## Where the levels fail for the ionisation of Al₂H

Al₂H has seven valence electrons, three from each aluminium atom and one from hydrogen. In the quartet, five of them have spin up and two have spin down; in the quintet cation, five are up and one is down. The electron that leaves is therefore a down electron, and it takes five opposite-spin pairs with it. Ten such pairs shrink to five, although only one electron in seven has gone.

Opposite-spin pairs are where Hartree–Fock (HF) theory is weakest. It keeps electrons of equal spin apart through the Pauli principle, but lets those of opposite spin meet as if each saw only the average cloud of the other. The energy gained when they avoid each other is most of the correlation energy, and the neutral molecule has more of it to gain. HF thus places the neutral too high by more than it does the cation, and the gap between them comes out too small.

Vertical ionisation gap of Al₂H, quintet cation less quartet neutral, at a fixed PBE0/def2-TZVP geometry, calculated with Ansatz 0.2.0 and, for AFQMC, the in-house program afq 1. All levels use the 6-31G basis with frozen cores, and those listed start from UHF determinants in both states. Free AFQMC uses a CISD trial.

| level | this level less the reference (FCI, same basis) (meV) | statistical noise, one standard error (meV) |
| --- | --- | --- |
| HF | -383.0 | 0.000 |
| MP2 | 28.0 | 0.000 |
| CCSD | 19.0 | 0.000 |
| CCSD(T) | 16.0 | 0.000 |
| CCSDT | -3.0 | 0.000 |
| CCSDT(Q) | -2.0 | 0.000 |
| CCSDTQ | 0.0 | 0.000 |
| free AFQMC | 14.0 | 3.000 |

The gap here is the energy of the quintet cation less that of the quartet, with the atoms held fixed in a linear Al–Al–H chain. It joins two chosen spin states and need not be the lowest ionisation energy of the molecule. The reference, FCI, is the exact answer for the valence electrons in this basis. HF falls 383 meV below it, in the direction that the pair count suggests.

### How large should the loss be?

The count also gives a size. Second-order perturbation theory (MP2) assigns the quartet 0.956 eV of correlation from opposite-spin pairs and 0.321 eV from same-spin pairs. If all pairs of one kind were alike, ionisation would remove five of the ten opposite-spin pairs and one of the eleven same-spin pairs:

$$
\tfrac{5}{10}\times 0.956\ \text{eV}+\tfrac{1}{11}\times 0.321\ \text{eV}\approx 0.51\ \text{eV}.
$$

The loss that MP2 really finds is the step from HF to MP2 in the table, $28+383=411$ meV. The estimate is about a quarter too high, which is fair for a count that used only the neutral molecule. Its flaw is the assumption that pairs are alike and stay the same. Once one down electron has left, its place is empty, and the other down electron can use that place to avoid the up electrons. The Pauli principle blocked this path in the neutral, so the cation should keep more correlation than the count allows.

### An error in a gap is a difference of two errors

Let $m_0$ be the energy by which a level lies above FCI in the neutral, and $m_+$ the same for the cation. The error of the gap is then

$$
\delta = m_+ - m_0 .
$$

The total energies of the quartet give $m_0$, and adding the tabulated error gives $m_+$. For HF these are the full correlation energies, 1.93 eV in the neutral and 1.54 eV in the cation. The cation has four fifths as much correlation as the neutral.

This suggests a simple expectation for the better levels. If a level failed to recover the same share of the correlation in both states, its gap would err in the same direction as HF, only less. A positive error is then a warning sign: the level must be doing relatively worse in the cation. MP2, CCSD and CCSD(T) all show that sign.

### MP2: a good gap from two poor energies

MP2 misses the gap by only 28 meV, which looks like a success next to HF. In the total energies it is far from one. MP2 lies 649 meV above FCI in the neutral and 677 meV above it in the cation. The small error of the gap is what remains when two large errors are subtracted.

Two opposing effects produce this balance. The cation has less correlation to recover, by a factor of 0.80, but the share that MP2 fails to recover is larger there, 44 % against 34 %. The second effect is a factor of about 1.3, and $0.80\times1.3\approx1.04$, so the two absolute errors end up nearly equal. With equal shares the gap would have come out 129 meV too low.

The weakness lies in how MP2 counts. It adds up the energy gained by each double excitation, the joint move of two electrons into empty orbitals, as if the other excitations did not exist. That works well when the empty orbitals are far away in energy. In aluminium the 3p orbitals lie not far above 3s, so excitations into them are strong and their influence on one another matters. A gap can hide this defect when both states suffer from it to a similar extent, which is why the total energies are the better place to look.

### CCSD(T): a small step that is not convergence

CCSD lets the double excitations act on one another and removes most of the MP2 error in each state. CCSD(T) then adds an estimate of the triple excitations, in which three electrons move at once. This changes the gap by only 3 meV, and a reader who stopped there might call the result converged. The next level, CCSDT, treats the triples in full and moves the gap by another 19 meV.

The warning was already present in the separate states. The perturbative triples lower the neutral by 49 meV and the cation by 52 meV. Triples are therefore important in both, and the gap stayed still only because the two shifts were almost alike. A small change in a difference is weak evidence when it comes from two changes more than ten times as large.

Full triples show what the estimate left out. They lower the neutral by 70 meV relative to CCSD, but the cation by 92 meV. The estimate catches about 69 % of this step in the neutral and only 56 % in the cation. The part that it overlooks is thus larger in the cation, and the gap remains too wide by 16 meV.

Theory explains why such an estimate can miss its mark. The triples in CCSD(T) are computed once, from the finished singles and doubles, and are not allowed to change them in return. CCSDT includes that response. The response grows when some excited arrangement of the electrons lies low in energy, and the estimate is then least reliable. It can err in either direction; here it falls short in both states, and by more in the cation.

### Why the cation is the harder state

The ladder of levels shows how the difficulty gathers in one place. The share of correlation not recovered is 1.3 times as large in the cation as in the neutral for MP2, about one and a half times for CCSD, and almost twice for CCSD(T). Each improvement clears away the easy part of the correlation, which both states have, and leaves a remainder in which the cation has the greater part. Full triples remove that remainder almost entirely, so it is their full treatment that the cation needs more than the neutral does.

A likely origin is the lone down electron. In the neutral, the two down electrons fill two σ orbitals, which lie along the molecular axis. After ionisation, one of these orbitals should be free for the down electron that remains. A joint move, in which this electron enters the free orbital and an up electron enters a higher one, should then cost less energy than a move that takes both to higher orbitals. If a second up electron adjusts to that move, three electrons have moved at once, which is a triple excitation. That would explain why levels without full triples treat the cation less well.

This origin is a conjecture. A poorly chosen or spin-contaminated starting determinant for the cation could leave a similar trace. The calculations also carry a warning of strong correlation, which makes any single determinant a less secure start. The largest triple excitations in the wave function of the cation would show whether the free orbital takes part, and the spin of its HF determinant would show whether contamination does.

From CCSDT to CCSDTQ the coupled-cluster gap agrees with FCI within 3 meV. That is agreement within a small basis and with frozen cores, and it should not be read as accuracy against experiment. Since every run here freezes the cores, none shows what correlation with the core electrons would add to this gap. The makers of the data found 0.1 to 0.2 eV for comparable changes of state in tests on other systems. If the shift is similar here, it outweighs the 19 meV step from CCSD(T) to CCSDT. The basis is a further concern: the upper state may be diffuse, and 6-31G has no diffuse functions to describe it. A real ionisation energy would therefore call for a larger basis and active cores.

### Free AFQMC: an error bar that covers only the noise

The free AFQMC gap is too high by 14 meV, with a statistical error of 3 meV. The deviation is more than four times the noise, so chance is a poor explanation. With this noise, the walk can't be ranked against CCSD or CCSD(T), whose errors are close to its own. Since this walk runs without the phaseless constraint, the bias of that constraint is not the cause either.

Splitting the error by state again helps. The walk for the neutral ends 2 meV above FCI, within its own noise. Nearly all of the error in the gap must therefore come from the cation, the same state that troubled the perturbative triples.

The method starts from the CCSD state and lets it evolve in imaginary time, which damps each unwanted excited component by the factor $e^{-\Delta\tau}$. Here $\Delta$ is the excitation energy of the component and $\tau$ is the length of the walk, both in atomic units. With $\tau=6$, as in the walk of the neutral, a component 15 eV up is reduced to about 4 % of its initial size. One that lies only 5 eV up still keeps a third.

Low-lying components are thus the last to disappear, and an excited state of the cation with its lone down electron in the other σ orbital could be one of them. An unfinished walk for the cation is the most natural reading of the 14 meV, though it has not been tested. The error bar would not reveal it, because it measures the scatter among repeated walks and not what all of them still have in common. The test is to walk the cation for longer: if its energy keeps falling towards FCI, the projection was too short. Without a constraint the noise grows with the length of the walk, so this test also needs more repeats.
